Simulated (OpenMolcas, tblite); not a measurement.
# BF (SMILES [B]F): methods side by side

BF has 2 atoms, charge 0, and is taken as a singlet. SMILES: `[B]F`. Geometry: relaxed at PBE0-D4/def2-TZVP.

```xyz
2

B     0.0000    0.0000   -0.0094
F     0.0000    0.0000    1.2537
```

Quantity: the dipole moment, in D. The values are calculated.

```csv
level,kind,program,value (D)
GFN1-xTB,semi-empirical,tblite,0.54
HF/def2-TZVPPD,Hartree–Fock,OpenMolcas,0.87
SVWN5/def2-TZVPPD,LDA,OpenMolcas,1.07
revPBE/def2-TZVPPD,GGA,OpenMolcas,1.08
r2SCAN/def2-TZVPPD,meta-GGA,OpenMolcas,1.09
B3LYP/def2-TZVPPD,global hybrid,OpenMolcas,0.97
```

The values span 0.54 to 1.09 D. Magnitudes only: a small dipole may point the other way at some levels.

The dipole is small for a bond between atoms of such different electronegativity. The three semilocal functionals nearly coincide at 1.07 to 1.09 D, B3LYP gives 0.97 D and Hartree–Fock 0.87 D, while GFN1-xTB stands apart at 0.54 D. The small size reflects cancellation. The σ bond is strongly polarised towards fluorine, but the boron lone pair, an sp-type hybrid directed away from the bond, places electron density on the far side of boron, and π donation from fluorine into the empty boron p orbitals returns further charge. In the accepted picture these contributions outweigh the σ polarisation and leave boron at the negative end, so the dipole is a poor measure of bond ionicity or atomic charge. Because the total is a difference between large opposing terms, modest changes in the density shift it noticeably, and the lower values with exact exchange probably reflect weaker π back-donation. The close agreement among the semilocal functionals shows consistency rather than accuracy, which would need a correlated wavefunction benchmark to judge.
